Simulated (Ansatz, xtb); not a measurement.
Two structures of FH4MgPSi

Structure a is a singlet given by its coordinates and structure b is `[F][Mg][PH][SiH3]`, a singlet. Both are isolated molecules in the gas phase, relaxed with r2SCAN-D4/def2-SVP.

a (Å):

```yaml
atoms:
  - { symbol: F, position_ang: [-0.8422, 0.0433, 3.2560] }
  - { symbol: Mg, position_ang: [0.8577, 1.1074, 3.6778] }
  - { symbol: P, position_ang: [1.9756, -0.8264, 2.3631] }
  - { symbol: Si, position_ang: [-0.1602, -1.3104, 2.3780] }
  - { symbol: H, position_ang: [-0.9385, -1.3054, 1.1096] }
  - { symbol: H, position_ang: [-0.5624, -2.4508, 3.2436] }
  - { symbol: H, position_ang: [1.8141, -0.0695, 1.1526] }
  - { symbol: H, position_ang: [0.8778, 2.5683, 4.5442] }
```

Close contacts (Å): F1–Mg2 2.05, F1–Si4 1.75, Mg2–P3 2.59, P3–Si4 2.19, Mg2–H8 1.70, P3–H7 1.44, Si4–H5 1.49, Si4–H6 1.49.

b (Å):

```xyz
8

F    -2.7903    3.3058    0.6608
Mg   -1.4044    2.5307   -0.1043
P     0.4678    1.5246   -1.3046
Si    0.9288    0.0283    0.3238
H     1.3795    2.5151   -0.8052
H    -0.0850   -1.0659    0.2162
H     2.2887   -0.5595    0.1299
H     0.8640    0.5546    1.7278
```

Energies in hartree; the thermal terms are from r2SCAN-D4/def2-SVP harmonic frequencies (ideal gas, rigid rotor, one conformer each, 298.15 K, 1 atm) and include the zero-point energy:

```
                               a           b
E, CCSD(T)/def2-TZVP  −931.982607  −931.989851
   zero-point energy     0.035256     0.036467
        H(298 K) − E     0.042955     0.044823
        G(298 K) − E     0.004831     0.003492
```

**Question.** Work out ΔE, ΔE₀, ΔH and ΔG for a → b in kcal/mol (1 Eh = 627.51 kcal/mol) and the equilibrium ratio [b]/[a].

**Answer.** 1. ΔE = −931.989851 − (−931.982607) = −0.007244 Eh = −4.55 kcal/mol.
2. ΔE₀ = ΔE + ΔZPE = −0.007244 + (+0.001211) Eh = −3.79 kcal/mol.
3. ΔH = ΔE + (+0.001868) Eh = −3.37 kcal/mol.
4. ΔG = ΔE + (−0.001339) Eh = −5.39 kcal/mol, so ΔS = (ΔH − ΔG)/T = +28.2 J/(mol K).
5. kT = 0.9442 mEh, so K = [b]/[a] = exp(−ΔG/kT) = exp(+9.09) ≈ 8.9 × 10^3.

Structure b is favoured at this temperature. An error of 1 kcal/mol in ΔG would change K by a factor of 5.4. Mirror images and further conformers aren't counted.

Other levels gave ΔE = −3.8 (r2SCAN-D4/def2-SVP); −4.2 (HF/def2-TZVP); −5.1 (MP2/def2-TZVP) kcal/mol. The correlated steps freeze 12 core orbitals; the last core shell of Mg is correlated, in a basis made for valence electrons. Programs: Ansatz 0.2.0.

Going from a to b swaps fluoride and hydride between silicon and magnesium: a is a hydridomagnesium phosphide with fluorine bridging Si and Mg, while b is an open chain with a terminal Mg–F bond and an SiH3 group. The modest ΔE of −4.55 kcal/mol probably reflects a near cancellation. Giving up the strong Si–F bond is costly, but b gains a short, strongly ionic Mg–F bond and replaces a weak Mg–H bond with a stronger Si–H one. The bridge in a, with F–Si stretched to 1.75 Å, already recovers part of the Mg–F attraction, at the price of a strained four-membered ring. Hartree–Fock gives the same preference, so it doesn't depend on electron correlation.

The larger zero-point energy of b fits the replacement of a soft Mg–H stretch by a stiffer Si–H stretch. Entropy then works the other way, as opening the ring frees low-frequency bending and torsional motion. The ratio describes equilibrium only and doesn't show that a would convert readily, since no barrier was computed.
